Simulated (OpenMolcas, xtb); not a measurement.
# A ladder of methods for GeSiH4O (SMILES [SiH3][O][GeH])

GeSiH4O has 7 atoms, charge 0, and is taken as a singlet. SMILES: `[SiH3][O][GeH]`. The shape is that of a PBE0-D4/def2-TZVP optimisation. This is one conformer, not always the lowest.

Quantity: the vertical energy of the triplet above the singlet, in eV. The values are calculated.

| level | kind | program | value (eV) | less CCSD(T)/def2-SVP | CPU time (all runs) |
| --- | --- | --- | --- | --- | --- |
| GFN1-xTB | semi-empirical | xtb | 2.92 | +0.92 | under 2 s |
| HF/def2-SVP | Hartree–Fock | OpenMolcas | 1.48 | -0.52 | 21 s |
| SVWN5/def2-SVP | LDA | OpenMolcas | 2.07 | +0.07 | 51 s |
| BLYP/def2-SVP | GGA | OpenMolcas | 2.12 | +0.12 | 73 s |
| r2SCAN/def2-SVP | meta-GGA | OpenMolcas | 1.82 | -0.18 | 97 s |
| M06-2X/def2-SVP | hybrid meta-GGA | OpenMolcas | 1.85 | -0.15 | 84 s |
| PBE0/def2-SVP | global hybrid | OpenMolcas | 1.94 | -0.06 | 69 s |
| CCSD(T)/def2-SVP, open shells restricted | coupled cluster or CI | OpenMolcas | 2.00 | 0.00 | 1.8 min |

CCSD(T)/def2-SVP, open shells restricted is the highest level here, not the true value. All-electron rows without a relativistic Hamiltonian named are non-relativistic. The values span 1.48 to 2.92 eV. The xTB rows lack spin polarisation, so open shells miss the exchange term that lowers them. In the correlated wave-function rows the outer d shell of Ge is correlated, in sets not made for it. Times are those of the runs behind each value, whatever else they computed, on shared processors of several kinds: orders of magnitude only.

Every level places the singlet below the triplet at this geometry, as expected for a germylene. The two frontier electrons pair in a germanium lone pair of strong 4s character, while the triplet needs one of them promoted to the largely empty 4p orbital. Oxygen widens the separation by withdrawing σ density, which stabilises the lone pair, and by donating π density into the 4p orbital, which raises it.

Hartree–Fock gives the smallest gap, 1.48 eV, because it omits the opposite-spin correlation that favours the closed-shell pair, while exchange already keeps the parallel spins of the triplet apart. The density functionals recover most of this difference, but not in the order of the ladder: r2SCAN, without exact exchange, lies below both hybrids. The close match of PBE0 to coupled cluster may therefore owe something to error cancellation and doesn't establish a general ranking. The adiabatic gap should be smaller than these vertical values, since the triplet would relax, probably by opening the angle at germanium.
